Where a germanium–phosphorus radical gives and takes charge

About three fifths of an electron removed from the radical (HO)₂B–GeH–PH₂ comes from germanium and phosphorus, and nearly the same fraction of an added electron goes to them. The remainder is spread thinly over eight light atoms. This section asks how much of it belongs to each of the two hydrogens on phosphorus, rows 9 and 10. In the table, fukui minus is the electron population that an atom loses when the molecule gives up one electron, and fukui plus is the population that it gains when the molecule takes one up. The nuclei stay fixed in both cases.

Hirshfeld-condensed Fukui functions for each atom of the neutral doublet radical (HO)₂B–GeH–PH₂, computed with PySCF 2.14.0 using the LDA (SVWN) functional and the def2-SVP basis in the gas phase. The radical and its singlet cation and anion share one fixed GFN2-xTB geometry.

```
row  fukui minus (e)  computed element  fukui plus (e)
  1            0.030                 O           0.029
  2            0.062                 B           0.082
  3            0.037                 O           0.034
  4            0.375                Ge           0.399
  5            0.233                 P           0.177
  6            0.036                 H           0.050
  7            0.039                 H           0.058
  8            0.077                 H           0.079
  9                ?                 H               ?
 10                ?                 H               ?
```

Germanium leads in both columns, with 0.375 e on removal and 0.399 e on attachment, and phosphorus comes second. Each of the other six known atoms takes less than 0.1 e. The two columns are broadly alike, although they describe opposite processes. The largest difference is at phosphorus, which has 0.056 e less on attachment. In a closed-shell molecule an electron leaves the highest filled orbital and enters the lowest empty one, and these often sit on different atoms.

This molecule is a radical with one unpaired electron, and both of its ions were computed as singlets. In the simple orbital picture, removal empties the half-filled orbital and attachment fills that same orbital. The two charge patterns should then be alike, as they broadly are. They need not be identical, because the remaining electrons also rearrange when the charge changes. The values suggest an orbital centred on three-coordinate germanium with a sizeable part on phosphorus, though no orbital was examined to confirm this. The local density approximation tends to spread unpaired electrons too widely, so the share of phosphorus may be somewhat too large.

The combined share of the two hydrogens follows from conservation of charge. The Hirshfeld scheme divides the electron density among the atoms with weights that add to one at every point in space. The ten values in a column must therefore add to one electron. For removal, the eight known rows give

0.030 + 0.062 + 0.037 + 0.375 + 0.233 + 0.036 + 0.039 + 0.077 = 0.889 e

1 − 0.889 = 0.111 e for rows 9 and 10 together

The same subtraction leaves 0.092 e for attachment. No constant is fitted, and the known rows enter only through their sum.

Dividing this amount between the two hydrogens takes a chemical argument. Germanium is pyramidal, so its half-filled orbital should point away from its three bonds, like a lone pair that holds only one electron. A neighbouring P–H bond can mix with this lobe if the two lie side by side, an effect known as hyperconjugation. Seen along the Ge–P axis, the mixing is strongest when bond and lobe are aligned and vanishes when they are at right angles. It varies roughly as

share ∝ cos²θ

where θ is the angle of twist between the P–H bond and the lobe.

The atomic positions give twists of about 47° for row 9 and 46° for row 10, on opposite sides of the lobe. The squared cosine is close to one half for both bonds, so neither hydrogen is favoured and the remainder should be shared equally. By the same rule, turning the PH₂ group until one P–H bond lined up with the lobe would favour that hydrogen, but no such geometry was computed. The lone pair of phosphorus should point away from the lobe in this view, on the opposite side of the axis. That alignment also allows mixing, and it may account for much of the share on phosphorus itself.

The predictions, identical for rows 9 and 10, are 0.0555 ± 0.013 e for fukui minus and 0.046 ± 0.011 e for fukui plus. Each hydrogen should have less on attachment than on removal. The error bars are a judgement: they allow a split as uneven as 40 to 60, plus 0.002 e for rounding in the known rows. Which of the two hydrogens has the larger value is left open.

The withheld rows as computed:

```
row  fukui minus (e)  computed element  fukui plus (e)
  9            0.058                 H           0.049
 10            0.052                 H           0.042
```

All four values lie within their ranges, and both hydrogens have less on attachment, as predicted. The largest miss is 0.004 e, less than a tenth of the value concerned. These are not four independent successes, because the sum is fixed and an error on one hydrogen must reappear with opposite sign on the other. What was really tested is the equal split, once in each column. The printed analysis below lists the individual misses.

The success supports the equal split more than it supports hyperconjugation as its cause. Two hydrogens bonded to the same atom might be expected to have similar values without any argument about orbitals. The hydrogens on oxygen, rows 6 and 7, have no bond beside the germanium lobe, yet they gain 0.050 and 0.058 e on attachment, at least as much as either hydrogen on phosphorus. A share of this size therefore does not require hyperconjugation, and a general rearrangement of the other electrons may supply much of it. Some of the charge assigned to them may also be the outer part of the phosphorus density, which reaches into their region of space. A geometry with unequal twists would help to test the role of the twist, although turning the group would also move the phosphorus lone pair. The present geometry, with nearly equal twists, cannot test it.

The split is not perfectly even. Row 9 exceeds row 10 by 0.006 e on removal and by 0.007 e on attachment, which is more than rounding can produce. The small difference in twist would slightly favour row 10, so it does not account for the order. The two hydrogens do have different surroundings: row 10 lies on the side of the boron group, and row 9 on the side of the hydrogen bonded to germanium. That this difference tips the balance is a guess.

A simpler rule of thumb does less well. One might suppose that a hydrogen always takes the same fraction of its neighbour's value, and read that fraction from the Ge–H bond. This gives 0.048 e on removal and 0.035 e on attachment for each hydrogen on phosphorus, below the computed value in all four cases. A hydrogen's share is thus not a fixed fraction of the value on the atom that holds it, whereas the sum over the molecule is fixed.

With all rows known, the PH₂ group can be taken as a unit. It supplies 0.233 + 0.058 + 0.052 = 0.343 e on removal but receives only 0.177 + 0.049 + 0.042 = 0.268 e on attachment. It therefore takes part more in giving charge than in accepting it. This contrast needs caution, because the highest occupied level of the anion has positive energy, which means that the added electron is not properly bound at the orbital level, even though the total energies favour attachment by 1.02 eV. Such a positive level is a familiar result of the self-interaction error in the local density approximation, and a small basis without diffuse functions helps to hold such an electron artificially close to the molecule.

Germanium and phosphorus hydrides serve as precursors for semiconductor films and their doping. For this one radical, the calculation points to germanium as the main site both for losing and for gaining an electron, with phosphorus second. This describes the first electronic response of one isolated conformer, before its nuclei move. Rates of surface reactions and of film growth depend on barriers that these values do not contain.

The analysis program printed:

```
Twist of the P-H bonds of rows 9 and 10 from the Ge lobe (degrees): 9 46.88, 10 46.31
Left for rows 9 and 10 together, removal (e): 0.111
Left for rows 9 and 10 together, attachment (e): 0.092
Predicted fukui minus of row 9 and of row 10 (e): 0.0555
Error bar of that prediction, plus or minus (e): 0.0131
Predicted fukui plus of row 9 and of row 10 (e): 0.046
Error bar of that prediction, plus or minus (e): 0.0112
Rival rule from the Ge-H bond, fukui minus (e): 0.04784
Rival rule from the Ge-H bond, fukui plus (e): 0.03505
Computed fukui minus of rows 9 and 10 (e): 9 0.058, 10 0.052
Miss, predicted less computed, fukui minus of rows 9 and 10 (e): 9 -0.0025, 10 0.0035
Computed fukui plus of rows 9 and 10 (e): 9 0.049, 10 0.042
Miss, predicted less computed, fukui plus of rows 9 and 10 (e): 9 -0.003, 10 0.004
Row 10 less row 9, fukui minus (e): -0.006
Row 10 less row 9, fukui plus (e): -0.007
Sum over all ten atoms, fukui minus (e): 0.999
Sum over all ten atoms, fukui plus (e): 0.999
Ge and P together, removal (e): 0.608
Ge and P together, attachment (e): 0.576
Attachment less removal at Ge and at P (e): 4 0.024, 5 -0.056
```
